## Why the compressed crystal pushes back harder

The row at −4 % looks wrong. Squeezing the crystal by 4 % in its plane raises an in-plane stress of about 16.4 GPa, while stretching it by the same 4 % gives only 12.2 GPa in the opposite sense. An ordinary spring would give two equal numbers. The energies of the same two rows are uneven too, but less so: the squeezed crystal stores about a fifth more energy than the stretched one, yet its stress is a third larger.

Ansatz 0.2.0, scalar-relativistic PBEsol with plane waves and PAW (420 eV cutoff, 6×6×6 k mesh): InGa2N3 (Cmc2_1, 12-atom cell) under equal strain of both in-plane edges, with c and the atoms relaxed. Energy and volume changes are relative to the unstrained crystal (12.58 Å³ per atom); a is the primitive-cell edge, and stress is positive in compression.

| strain (%) | energy change (meV/atom) | volume change (%) | c over a | stress xx (GPa) | stress yy (GPa) |
| --- | --- | --- | --- | --- | --- |
| -4 | 48.8 | -5.59 | 0.9957 | 16.44 | 16.32 |
| -2 | 11.8 | -2.80 | 0.9637 | 7.71 | 7.67 |
| 0 | 0.0 | 0.00 | 0.9331 | -0.01 | -0.01 |
| 2 | 10.8 | 2.77 | 0.9037 | -6.66 | -6.65 |
| 4 | 41.1 | 5.48 | 0.8750 | -12.23 | -12.23 |

The strain is the change of both in-plane edges of the cell, positive for stretching, and the stress is counted positive in compression. At each strain the length of c and the positions of the atoms were relaxed. This is the situation of a thin film grown with c normal to its surface, held to the in-plane spacing of its substrate, with its upper surface free. All five rows are insulating and have the same symmetry, and volume and c/a change smoothly from row to row, so the uneven stress belongs to one crystal structure and not to a jump between two. The relaxations kept that symmetry, however, so a less symmetric structure that might win at large strain is not ruled out.

### What the free axis does

When the plane is squeezed, c grows, and when the plane is stretched, c shrinks. A straight line through zero, fitted by least squares to the four strained rows, gives a change of c of −0.61 % for each 1 % of in-plane strain. The ratio c/a therefore falls for two reasons at once, because a grows and because c shrinks. Here a is the edge of the primitive cell, not the longer a of the conventional cell. The cell has the shape of a wurtzite-type net enlarged √3 times in the plane to hold the ordered metals, so the unstrained 0.9331 corresponds to a wurtzite c/a of 1.616.

The response of c is only partial. To keep the volume constant, c would have to change by −2 % for each 1 %, since two edges are strained and only one is free to compensate. With c held fixed, 4 % of compression would remove 7.84 % of the volume ($1 - 0.96^2 = 0.0784$). The relaxed crystal still loses 5.59 %, so most of the squeeze remains.

The reason lies in the tetrahedral network, in which every atom has four neighbours. If c made up for the whole volume, the bonds could keep their average length, but the angles between them would be strongly distorted. If c did not move at all, the bonds would take more of the strain. The crystal settles where the stress along c vanishes, between these two costs. In the language of elastic constants, the slope of c is $-(C_{13}+C_{23})/C_{33}$, which compares the coupling between plane and axis with the stiffness of the axis itself.

### Why shortening costs more than lengthening

The lost volume matters because it fixes the average bond length. In a regular tetrahedron the four bond directions add up to zero. If an atom shifts inside its cage, some of its bonds lengthen and others shorten, and to first order the average does not change. The four directions are also spread so evenly in space that a change of the cell's shape at constant volume leaves the average as it was, again to first order. Only the change of volume remains, and the average fractional change of bond length is about one third of it, however the atoms rearrange. The In–N and Ga–N bonds differ in length, so the tetrahedra here are not quite regular and the argument is approximate. It puts the average shortening at −4 % at a little under two per cent; since the cell also changes shape by several per cent, the true shortening is expected to be somewhat smaller.

A chemical bond is not a symmetric spring. When two atoms approach, the repulsion between their electron clouds rises steeply; when they separate, the force that pulls them back grows less and less steeply, because the attraction itself fades with distance. A bond therefore stiffens when shortened and softens when stretched. Because in-plane compression shortens the bonds on average and in-plane tension lengthens them, the whole crystal inherits this asymmetry. That is standard physics applied to this crystal. The calculation shows the uneven energy, but it does not divide that energy between bond lengths and bond angles.

How uneven the energy looks depends partly on the way strain is counted. Going from 1 to 0.96 is a slightly larger step, in proportion, than going from 1 to 1.04. A spring whose stiffness is constant in logarithmic strain, which treats proportional steps alike, would make the energy at −4 % larger than that at +4 % by a factor of 1.08. The calculated factor is 1.19, so the crystal softens on stretching by this measure too. The share that goes to counting is not fixed, however: a constant spring in Lagrangian finite strain would give a factor below one, and one in the Eulerian strain of Birch's equation of state a factor above 1.19.

### From the energy to the stress

The simplest energy with such an asymmetry has a quadratic and a cubic term. Let $e$ be the in-plane strain as a fraction, so that the row at −4 % has $e=-0.04$, and let $E$ be the energy change per atom:

$$E = A e^2 - B e^3 .$$

The first term is the ordinary spring. The second adds energy in compression and removes it in tension. A least-squares fit to the energies of the four strained rows gives $A = 28.10$ eV and $B = 60.2$ eV per atom. At −4 % the spring term supplies 45.0 meV per atom and the cubic term 3.9 meV.

The stress follows from the slope of this energy. Since c and the atoms are relaxed, a small further strain does work only against the two in-plane stresses. Their mean, $\sigma$, is

$$\sigma = -\frac{1+e}{2V}\,\frac{dE}{de},$$

where $V$ is the volume per atom at that strain. The factor 2 appears because two directions are strained together.

The row at −4 % can now be worked through. The slope of the energy is

$$\frac{dE}{de} = 2(28.10)(-0.04) - 3(60.2)(0.04)^2 = -2.248 - 0.289 = -2.537\ \text{eV}.$$

The volume is $12.58 \times 0.9441 = 11.88$ Å³ per atom. With 1 eV/Å³ equal to 160.2 GPa, the stress is

$$\sigma = \frac{0.96}{2 \times 11.88}\times 2.537 \times 160.2 = 16.4\ \text{GPa}.$$

The mean of the two stresses in the table is also 16.4 GPa. The energy of this row was part of the fit, but its stress was not. The agreement shows that the energies and stresses of the calculation belong together; it does not test the picture of the bonds. The match is slightly poorer at +4 %, where the same route gives 12.3 GPa against the calculated 12.2 GPa.

The worked numbers also show why the stress is more uneven than the energy. Differentiation multiplies the quadratic term by two and the cubic term by three, so the cubic term weighs half as much again in the slope as in the energy. The slope at −4 % is thereby 1.295 times as large as at +4 %.

The rest comes from the area on which the force acts. Stress is force divided by area, and a side face of the cell is bounded by one in-plane edge and by c. Under compression the in-plane edge shortens by more than c lengthens, so the face shrinks and the same force gives a higher stress. This adds a factor of 1.031, and the product, $1.295 \times 1.031 = 1.335$, accounts for the third by which the stress at −4 % exceeds that at +4 %.

### Two in-plane stresses that are not quite equal

The row at −4 % has a second oddity. Both in-plane directions were strained equally, yet the stress is 16.44 GPa along x and 16.32 GPa along y. In a crystal with a sixfold or threefold axis along c, symmetry would make the two equal. Here indium and gallium occupy their sites in an ordered pattern that removes such an axis, so x and y are different directions in the crystal.

The difference is less than 1 % of the stress. It is smaller at −2 % and no larger than 0.01 GPa at zero strain and in tension, which is about the size of the stress left over in the unstrained cell. Symmetry explains why a difference may exist, but the table can only describe, not explain, how it comes to show mainly under compression. Such a difference can have one part that changes sign with the strain and another, growing as the square of the strain, that does not. At 4 % each part comes to about 0.06 GPa, so the two add up in compression and cancel in tension. The differences in tension are close to the rounding of the table, so this split is only an estimate.

### A rule for the stress in a film

For small strains the size of the mean in-plane stress is the biaxial modulus $Y$ times the size of the strain. The fitted energy gives $Y = A/V_0 = 358$ GPa, where $V_0 = 12.58$ Å³ is the unstrained volume per atom. Used at 4 %, this straight line predicts 14.3 GPa for squeezing and stretching alike. It is 13 % too low for the squeezed crystal and 17 % too high for the stretched one, relative to the calculated stresses.

One correction repairs both sides. The cubic term contributes $\tfrac{3}{2}B/A = 3.2$. The side face, whose area grows by 0.39 % for each 1 % of strain, contributes 0.39. Together they give

$$\sigma \approx -Y e\,(1 - 3.6\,e).$$

In words: multiply the strain by the modulus, then add 3.6 % of the result for every per cent of compression, or take off 3.6 % for every per cent of stretching. This reproduces the mean stress of all four strained rows to within 0.03 GPa. The modulus itself is that of one ordered arrangement of indium and gallium at zero temperature in PBEsol, run on PAW datasets made for PBE, so for a real film, with its metals mixed at random, a measured modulus should take its place. The correction should then be kept as an estimate, since it too was obtained for this ordered crystal alone.
